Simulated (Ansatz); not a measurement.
## Appearance energy of a fragment ion: C2H8OSi2 → [SiH3]+ + C2H5OSi + e⁻

Species: C2H8OSi2 `O[SiH2]/C=C/[SiH3]`, singlet; [SiH3]+ `[SiH3+]`, singlet; C2H5OSi `[H]/[C]=C/[SiH2]O`, doublet. 

Shapes, held fixed at every level: PBE0-D4/def2-TZVP. Flexible molecules stand in one conformer, not always the lowest. Programs: Ansatz 0.2.0. Electronic energies: no zero-point or thermal term.

```csv
level,kind,ΔE (eV),CPU time (sum over the molecules)
r2SCAN-D4/def2-TZVPP,meta-GGA,+12.24,42 s
B3LYP-D4/def2-TZVPP,global hybrid,+12.25,37 s
BHLYP-D4/def2-TZVPP,global hybrid,+12.11,28 s
r2SCAN0-D4/def2-TZVPP,global hybrid,+12.24,41 s
wB97M-V/def2-TZVPP,range-separated hybrid,+12.23,89 s
wB97X-V/def2-TZVPP,range-separated hybrid,+12.28,59 s
B2PLYP/def2-TZVPP,double hybrid,+12.10,56 s
```

B2PLYP/def2-TZVPP gives ΔE = +12.10 eV; the levels span +12.10 to +12.28. The median of the levels is +12.24. No measured value is set beside it here. Spin contamination: C2H5OSi (⟨S²⟩ up to 0.92). Open shells run unrestricted unless RO is named. The onset seen in experiment also holds zero-point changes and kinetic shifts. Times are processor times on shared x86 and Arm servers, and rough.

Forming the silyl cation from the neutral disilyl ethene costs about 12.2 eV, and the functionals agree closely. In a thermochemical cycle this cost is the homolysis of the Si–C bond plus the ionisation of the silyl radical, with ionisation the larger part. Silicon is electropositive, and SiH3 loses its electron from a singly occupied, silicon-centred orbital, relaxing from a pyramid to a planar cation with an empty 3p orbital. The carbon fragment is a vinyl-type σ radical whose unpaired electron lies largely in the plane, so the π bond gives it little of the stabilisation an allylic radical would have, and the bond is correspondingly costly to break.

The two lowest values come from BHLYP and B2PLYP, both rich in exact exchange at short range, which probably weakens the computed Si–C bond. The agreement supports the energy of this particular product pair, but does not establish it as the lowest route to SiH3+, since hydrogen migration or ring closure could give a more stable neutral partner.
